Dear colleague,

The barostat time $\tau$ in a constant-pressure simulation of diamond is not the period at which the cell breathes. The period is about seven times shorter, and it decides how many force evaluations a bulk modulus costs. Below I derive the period and then price several ways of getting $B$ on a model whose exact answer we can write down.

**Inputs.** Dimension $d=3$, $T=300$ K ($kT=0.02585$ eV), external pressure zero, a cubic cell of $N=64$ atoms. I assume $B=443$ GPa $=2.765$ eV/Å$^3$; the elastic constants compiled by the Ioffe Institute, $C_{11}=1079$ and $C_{12}=124$ GPa, give $(C_{11}+2C_{12})/3=442.3$ GPa. Typical values, all from memory: lattice constant 3.567 Å, atomic mass 12.011 u, $B'=dB/dP=4$ and Grüneisen parameter $\gamma_G=1$, the last two rounded. The number density is $\rho=0.1763$ Å$^{-3}$ and $V=363.1$ Å$^3$. The compiled optical frequency 1332 cm$^{-1}$ (arXiv:cond-mat/0412643) means a period of 25.0 fs, and I choose the step $h=0.5$ fs.

## The breathing frequency

Andersen (1980) gave the volume a mass $M$, so that $M\ddot V=P_{\rm int}-P_{\rm ext}$, with $P_{\rm int}$ the instantaneous kinetic plus virial pressure. Near the mean volume $P_{\rm int}-P_{\rm ext}=-B\,\delta V/V$, hence

$$\omega^2=\frac{B}{MV}.$$

Martyna, Tobias and Klein (MTK, 1994) use $\epsilon=d^{-1}\ln(V/V_0)$ with mass $W$, for $N_f$ particle degrees of freedom:

$$W\ddot\epsilon=dV(P_{\rm int}-P_{\rm ext})+\frac{d}{N_f}\sum_i\frac{p_i^2}{m_i}.$$

Since $\delta V=dV\,\delta\epsilon$, the first term changes by $-d^2VB\,\delta\epsilon$. The remaining changes are of order $kT$ against $BV$, and

$$\omega^2=\frac{d^2VB}{W},$$

which is Andersen's result with $M=W/(dV)^2$. The usual choice is $W=(N_f+d)kT\tau^2$. With the centre of mass fixed, $N_f+d=dN$, and the period is

$$T_p=2\pi\tau\sqrt{\frac{\rho kT}{dB}}.$$

It does not depend on $N$, whereas a fixed Andersen mass gives $\omega\propto N^{-1/2}$. For the model diamond $\rho kT/B=1.648\times10^{-3}$, so $\omega\tau=42.66$ and $T_p=0.1473\,\tau$. A setting of 1 ps breathes in 147 fs (226.5 cm$^{-1}$). A setting of 100 fs breathes in 14.7 fs, faster than the optical phonon. Silicon, with typical $B=98$ GPa and typical lattice constant 5.431 Å, gives $0.167\,\tau$, nearly the same. The numerical parameter is $\theta=\omega h=21.33\ {\rm fs}/\tau$.

## The model and its exact answer

Let $x=\ln(V/V_0)=d\epsilon$. The mean pressure follows a Murnaghan isotherm, $P(x)=(B/B')(e^{-B'x}-1)$, so the exact answer is $-dP/dx|_0=B$. The ensemble weight is $e^{-F/kT}dV=V_0\,e^{-F/kT+x}dx$ with $dF/dx=-PV$. Define

$$\sigma^2=\frac{kT}{BV_0}=\frac{\rho kT}{NB}=2.575\times10^{-5},\qquad\sigma=5.07\times10^{-3}.$$

Expanding, $F/kT=(x^2/2+a_3x^3/6+a_4x^4/24)/\sigma^2$ with $a_3=2-B'=-2$ and $a_4=3-3B'+B'^2=7$. First-order perturbation theory in $\sigma^2$ gives $\langle x\rangle=\sigma^2(1-a_3/2)=2\sigma^2$ and ${\rm var}\,x=\sigma^2[1+\sigma^2(a_3^2-a_4/2-a_3)]=\sigma^2(1+2.5\sigma^2)$. Also $\langle V\rangle=V_0(1+\langle x\rangle+\sigma^2/2)=V_0(1+2.5\sigma^2)$. The fluctuation estimator $\hat B=kT/(\langle V\rangle\,{\rm var}\,x)$ therefore has the finite-cell bias $-f$, with $f=5\sigma^2=1.29\times10^{-4}$. Apart from $f$, the volume is a harmonic oscillator.

The pressure noise comes from classical harmonic modes with $\omega_k\propto e^{-\gamma_Gx}$. With mode kinetic and potential energies $K_{\rm ph}$ and $U_{\rm ph}$, their pressure is $PV=\tfrac23K_{\rm ph}+(2\gamma_G-\tfrac23)U_{\rm ph}$, which averages over a vibration to $\gamma_GE$, $E$ being their sum. In an adiabatic compression $E\propto e^{-\gamma_Gx}$, which stiffens the cell by $\gamma_G^2N_fkT$. With $N_f\approx3N$,

$$\eta=\frac{B_S}{B_T}-1=\frac{3\gamma_G^2\rho kT}{B}=4.94\times10^{-3}.$$

A piston faster than the thermostat rings with $B_S$, while the variance returns $B_T$. I ignore this in $\omega$. A Langevin thermostat on the atoms with $1/\gamma_T=100$ fs relaxes $E$ as $e^{-\gamma_Tt}$ when $\gamma_T\ll\omega_k$. An average of $E$ over $L$ steps then has variance $N_f(kT)^2g_T/L$ with $g_T=2/(\gamma_Th)=400$, and

$${\rm var}\left(\frac{\overline{PV}}{BV}\right)=\frac{\kappa}{L},\qquad\kappa=\eta\sigma^2g_T=5.09\times10^{-5}.$$

The condition holds. The compiled $C_{44}=578$ GPa (Ioffe) gives a transverse sound speed of 12.8 km/s and, by linear dispersion, about 600 cm$^{-1}$ for the lowest phonon of this cell, against $\gamma_T/2\pi c=53$ cm$^{-1}$.

The accuracy measure is the relative rms error $e=(b^2+s^2)^{1/2}$, with bias $b$ and statistical error $s$. For Gaussian $y=x/\sigma$ with normalised correlation $C_k$ at lag $k$, the covariance of $y^2$ relative to its squared mean is $2C_k^2$. Over $n$ steps

$$s^2=\frac{2g}{n},\qquad g=\sum_{k=-\infty}^{\infty}C_k^2 .$$

## Pistons with friction

An undamped harmonic piston keeps its initial energy and never samples the variance, so I add a friction $\gamma$ with matching noise. In units of its thermal spread the piston velocity is $v$, and the friction step is $v\to cv+\sqrt{1-c^2}\,\xi$, with $c=e^{-\gamma h}$ and $\xi$ a unit Gaussian.

**E, friction at the ends.** Half a friction step, one velocity-Verlet step, half a friction step. With $u=1-\theta^2/2$, Verlet maps $y\to uy+\theta v$ and $v\to uv-\theta(1-\theta^2/4)y$. This conserves $v^2+(1-\theta^2/4)y^2$ and is stable for $\theta<2$, that is $\tau>10.7$ fs. The friction step preserves a unit Gaussian in $v$, so ${\rm var}\,y=1/(1-\theta^2/4)$ and

$$b_E=-\theta^2/4-f .$$

**M, friction in the middle.** Half kick, half drift, friction, half drift, half kick (the BAOAB order of Leimkuhler and Matthews). The stationary covariance is ${\rm var}\,y=1$, ${\rm var}\,v=1-\theta^2/4$, with no cross term, as substitution in the one-step map confirms. So $b_M=-f$ at the same cost per step.

Both one-step matrices have trace $t=(1+c)u$ and determinant $c$, so $C_{k+1}=tC_k-cC_{k-1}$ with $C_0=1$, and $C_1=u$ for E, $C_1=1-(1+c)\theta^2/4$ for M. Let $S=\sum_{k\ge0}C_k^2$ and $Q=\sum_{k\ge0}C_kC_{k+1}$. Multiplying the recursion by $C_k$ and summing gives $(1+c)Q=t(S-1)+C_1$. Squaring it and summing gives $S-1-C_1^2=t^2(S-1)+c^2S-2tcQ$. Eliminating $Q$ yields $S(1-c^2)(1-u^2)=(C_1-cu)^2+1-u^2$, and $g=2S-1$ is

$$g_E=\coth\gamma h+\frac{2u^2}{1-u^2}\tanh\frac{\gamma h}{2},\qquad g_M=\coth\gamma h+\left(\frac{2}{\theta^2}-\frac12\right)\tanh\frac{\gamma h}{2}.$$

For small $\theta$ both tend to $(\omega/\gamma+\gamma/\omega)/\theta$, least at $\gamma=\omega$, where $g\approx2/\theta$ and $s^2\approx4/(\theta n)$. I use $\gamma=\omega$. The slow energy noise changes $g$ by a relative amount of order $2\eta$, about one per cent, which I drop.

For a target $\varepsilon$, E needs $n=4/[\theta(\varepsilon^2-\theta^4/16)]$ to leading order and without $f$. This is least at $\theta^4=16\varepsilon^2/5$, where $n=3.74\,\varepsilon^{-5/2}$. For a budget $n$, minimising $\theta^4/16+4/(\theta n)$ gives $\theta^5=16/n$ and $e\propto n^{-2/5}$.

M is free of step bias only for a harmonic piston. The coupling to the phonons is anharmonic and can restore a bias whose size I estimate as $\eta\theta^2$, without having derived its coefficient. I therefore keep $\eta\theta^2\le\varepsilon/5$ and $\theta\le0.5$. At the first limit $n=4\sqrt{5\eta}\,\varepsilon^{-5/2}=0.63\,\varepsilon^{-5/2}$.

**H, the heavy piston.** This is scheme E with $\tau=1$ ps held fixed, $\theta=0.0213$. Uniform dilation drives a mode parametrically at $2\omega_k$, a band from twice the lowest phonon up to 2664 cm$^{-1}$. H lies well below it, whereas $\theta=0.2$ means 2124 cm$^{-1}$, inside it. Energy exchange there does not alter the ensemble, but it does disturb phonon line shapes.

The mean volume prefers other settings. Summing the recursion itself gives, for both schemes, ${\rm var}\,\bar x=\sigma^2g_1/n$ with $g_1=4\tanh(\gamma h/2)/\theta^2\approx2\gamma/(\omega\theta)$. The phonon noise adds $\kappa/n$, so $g_1\to g_1+\eta g_T$ with $\eta g_T=1.98$. Weak friction helps, because successive half-periods cancel, until that floor is met. At $\theta=0.2$ and $\gamma=\omega/10$, $g_1=1.00$, and $10^4$ steps fix the lattice constant to $1.0\times10^{-4}$ Å. H, with $g_1=93.8$, reaches $5.9\times10^{-4}$ Å.

## Two alternatives

**R, stochastic cell rescaling** (Bernetti and Bussi, 2020) has no inertia. With an input compressibility $\beta_{\rm in}$ and a time $\tau_p$,

$$dx=\frac{\beta_{\rm in}}{\tau_p}(P_{\rm int}-P_{\rm ext})\,dt+\sqrt{\frac{2kT\beta_{\rm in}}{V\tau_p}}\,dw,$$

with $dw$ a Wiener increment. Linearised and advanced by an Euler step, $y\to(1-a)y+\sqrt{2a}\,\xi$ with $a=h\beta_{\rm in}B/\tau_p$. The stationary variance is $2a/[1-(1-a)^2]=1/(1-a/2)$ and $C_k=(1-a)^{|k|}$, so

$$b_R=-a/2-f,\qquad g_R=\frac{1+(1-a)^2}{1-(1-a)^2}\approx\frac1a .$$

The target rule is $a=2\varepsilon/\sqrt3$ with $n=2.60\,\varepsilon^{-3}$, and the budget rule is $a^3=4/n$ with $e\propto n^{-1/3}$. The bias belongs to the Euler step and not to first-order dynamics. Averaging the noise of two successive steps removes it, and that scheme is M at $c=0$ with $a=\theta^2/2$.

**F, fixed volumes.** A piston run of $L$ steps ($\theta=0.2$, $\gamma=\omega/10$) locates the centre. Two constant-volume runs of $L$ steps at $\pm\delta$ in $x$ then give $\hat B=[P(-\delta)-P(\delta)]/2\delta$. On the isotherm this equals $B\sinh(B'\delta)/(B'\delta)$. The centre sits at $2\sigma^2$, which lowers $B$ by the fraction $2B'\sigma^2=2.06\times10^{-4}$, and its scatter enters multiplied by $B'$:

$$b_F=\frac{\sinh B'\delta}{B'\delta}-1-8\sigma^2,\qquad s^2=\frac1L\left[\frac{\kappa}{2\delta^2}+B'^2\sigma^2(g_1+\eta g_T)\right].$$

The second term in the bracket is $1.23\times10^{-3}$. Keeping the first term and $b\approx(B'\delta)^2/6$, the target rule is $\delta^2=\sqrt{12}\,\varepsilon/B'^2$ with $3L=5.3\times10^{-4}\,\varepsilon^{-3}$, and the budget rule is $\delta^6=9\kappa/(B'^4L)$ with $e\propto L^{-1/3}$. The exponent is worse than the piston's. The prefactor is small because the imposed strain exceeds $\sigma$ and only the part $\eta$ of the fluctuation acts as noise. The leading laws of F and M cross at $\varepsilon\approx7\times10^{-7}$, far below anything the model supports.

## Work and memory

The unit of cost is one evaluation of forces and virial on the whole cell, which grows as $N$ for a short-ranged potential. Every method spends one per step, and the barostat arithmetic itself is independent of $N$. Each run discards 1000 steps, once for H, E, M, R and three times for F. After a change of volume the leftover adiabatic heating biases F by at most $\eta e^{-5}=3\times10^{-5}$.

| method | steps to reach $\varepsilon$ | work against $N$ | stored beyond the $O(N)$ atom arrays |
|---|---|---|---|
| Andersen, fixed $M$ | $4/(\theta\varepsilon^2)$, $\theta\propto N^{-1/2}$ | $N^{3/2}$ | volume, velocity, two sums |
| H | $4/(\theta\varepsilon^2)$ while $\lvert b\rvert\ll\varepsilon$ | $N$ | the same |
| E | $3.74\,\varepsilon^{-5/2}$ | $N$ | the same |
| M | $0.63\,\varepsilon^{-5/2}$ | $N$ | the same |
| R | $2.60\,\varepsilon^{-3}$ | $N$ | volume, two sums |
| F | $5.3\times10^{-4}(64/N)\,\varepsilon^{-3}$ plus discards | $N^0$, discards $N$ | as E, then one sum per run |

Memory does not separate the methods. Size does. The relative error of a variance is independent of $N$, so a larger cell buys the fluctuation methods only a smaller $f\propto1/N$. For F, $\kappa\propto1/N$, and atoms trade evenly against steps. The small cell used here thus favours the fluctuation methods.

## Cheapest choice for a stated accuracy

The settings follow the leading-order rules, rounded. The costs use the full $g$ and $b$, with $n=2g/(\varepsilon^2-b^2)$ plus discards, and the analogue for $L$.

| method | $\varepsilon=10^{-2}$ | $3\times10^{-3}$ | $10^{-3}$ |
|---|---|---|---|
| H | $1.9\times10^6$ | $2.1\times10^7$ | $2.0\times10^8$ |
| E, $\theta=0.134,\ 0.073,\ 0.042$ | $3.8\times10^5$ | $8.0\times10^6$ | $1.4\times10^8$ |
| M, $\theta=0.5,\ 0.3,\ 0.2$ | $8.1\times10^4$ | $1.5\times10^6$ | $2.0\times10^7$ |
| R, $a=0.0115,\ 0.0035,\ 0.00115$ | $2.6\times10^6$ | $1.0\times10^8$ | $3.4\times10^9$ |
| F, $\delta=0.047,\ 0.025,\ 0.015$ | $3.6\times10^3$ | $2.1\times10^4$ | $4.1\times10^5$ |

The last column is built from these pairs: H, $g=93.7$ and $b=-2.4\times10^{-4}$; E, $47.6$ and $-5.7\times10^{-4}$; M, $10.0$ and $-1.29\times10^{-4}$; R, $869$ and $-7.0\times10^{-4}$. F has $b=+3.9\times10^{-4}$ and $L=1.35\times10^5$. In the first column F has $L=189$, shorter than $g_T$. There $\kappa/L$ overestimates the variance of an exponentially correlated average, and the discards dominate the cost anyway.

F is cheapest at all three accuracies, by factors of 23, 70 and 50 over M. If the constant-pressure ensemble itself is wanted, M is cheapest, with $\tau=43$, 71 and 107 fs. If only E is available, take $\tau=159$, 292 and 508 fs. At $10^{-3}$ the heavy piston costs only 1.4 times as much as tuned E, which is too small a gain to justify tuning.

## Best choice inside a budget

| method | $10^4$ evaluations | $10^6$ evaluations |
|---|---|---|
| H | 14 % | 1.4 % |
| E, $\theta=0.28,\ 0.11$ | 4.4 % | 0.68 % |
| M, $\theta=0.5,\ 0.3$ | 3.0 % | 0.37 % |
| R, $a=0.076,\ 0.016$ | 6.5 % | 1.4 % |
| F, $\delta=0.030,\ 0.013$ | 0.42 % | 0.072 % |

With $10^4$ evaluations, the kind of budget one has when forces come from electronic structure, only F gets below one per cent. With $10^6$, F is still best and M leads the fluctuation methods. Below 3000 evaluations F as specified cannot be run. M at $\theta=0.5$, with $g=4.00$, then gives 8.9 % from 2000 evaluations. When phonon spectra are to be read from the same trajectory, use H, or fix the volume at the mean from a short light-piston run.

## What these numbers do not say

They are errors against the model's own $B$, which is an input. The bias of F depends on the isotherm. Since $dB/dx=-BB'$ and $d^2B/dx^2=B(B'^2+BB'')$, the general leading bias is $(B'^2+BB'')\delta^2/6$, with $B''=d^2B/dP^2$ zero in the Murnaghan form. A typical $BB''$ near $-4$ would lower that bias by a quarter. The noise $\kappa$ scales with the mode average of $\gamma_G^2$ and with $1/\gamma_T$, so the F entries are good to some tens of per cent, which leaves the ranking intact. The M entries rest on the estimated guard $\eta\theta^2\le\varepsilon/5$.

The dynamics is also classical, far below the compiled Debye temperature of 2250 K (Råsander 2015). The model's linear expansion is $\gamma_G\rho k/B=5.5\times10^{-6}$ K$^{-1}$ at any temperature, 14 times the compiled $0.4\times10^{-6}$ K$^{-1}$ at 200 K (Kaye and Laby Online). So $\eta$ is right for the simulation but too large for your crystal, and zero-point motion is absent. A classical lattice constant converged to $10^{-4}$ Å, or a modulus converged to $10^{-3}$, is a precise statement about the simulated solid, and the nuclear quantum shift must be added before it is set against your diffraction or Brillouin data.